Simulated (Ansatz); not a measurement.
# Ligand exchange: KBr + GaH2(SH) → KSH + GaH2Br

Species: KBr, singlet; GaH2(SH), singlet; KSH `[SH][K]`, singlet; GaH2Br `[GaH2][Br]`, singlet. The partners trade Br for SH: K–Br and Ga–SH bonds give way to K–SH and Ga–Br.

Shapes, held fixed at every level: PBE0-D4/def2-TZVP. Programs: Ansatz 0.2.0. The zero-point and thermal change to 298 K, harmonic and unscaled (PBE0-D4/def2-TZVP), is -3.7 kJ/mol.

Problem. Estimate ΔH(298 K) of this reaction.

Solution. The highest level, CCSD(T)/def2-TZVPP, gives ΔH(298 K) = +71.3 kJ/mol; the levels span +68.3 to +85.5. The column of differences is taken from that level and isn't an error. No measured value is set beside it here. Relativity is left out for Br, Ga. Outer-core shells of Br, Ga, K are correlated in most correlated rows, in sets that cover them unevenly.

```csv
level,kind,ΔH(298 K) (kJ/mol),less CCSD(T)/def2-TZVPP
HF/def2-SVP,Hartree–Fock,+79.4,+8.1
HF/def2-TZVPP,Hartree–Fock,+75.9,+4.6
PBE-D4/def2-TZVPP,GGA,+68.3,-3.0
BHLYP-D4/def2-TZVPP,global hybrid,+74.2,+2.9
PBE0-D4/def2-TZVPP,global hybrid,+72.0,+0.7
MP2/def2-TZVPP,perturbation theory,+71.8,+0.5
CCSD/def2-SVP,coupled cluster or CI,+85.5,+14.2
CCSD(T)/def2-TZVPP,coupled cluster or CI,+71.3,0.0
```

The exchange is clearly endothermic at every level, so bromide belongs with potassium and hydrosulfide with gallium. Hartree–Fock already gives most of the effect, which points to electrostatics and basicity, not electron correlation, as its main source.

The K–X bond is largely ionic, and bromide and hydrosulfide are of similar size, so potassium probably distinguishes only weakly between them. The GaH2 centre is a stronger, more polarising Lewis acid and forms a more covalent bond. It gains more from hydrosulfide, the more basic anion and better σ donor, and loses that advantage when bromide takes its place. Seen from the neutral fragments, bromine's higher electron affinity pays off most where charge transfer is nearly complete, in the potassium salt.

The outlying CCSD/def2-SVP value of +85.5 kJ/mol changes both basis and triples relative to the highest level, though the small basis is probably the larger influence. The preference found here is for isolated molecules and can't be carried over to the solid potassium salts, where lattice energies enter.
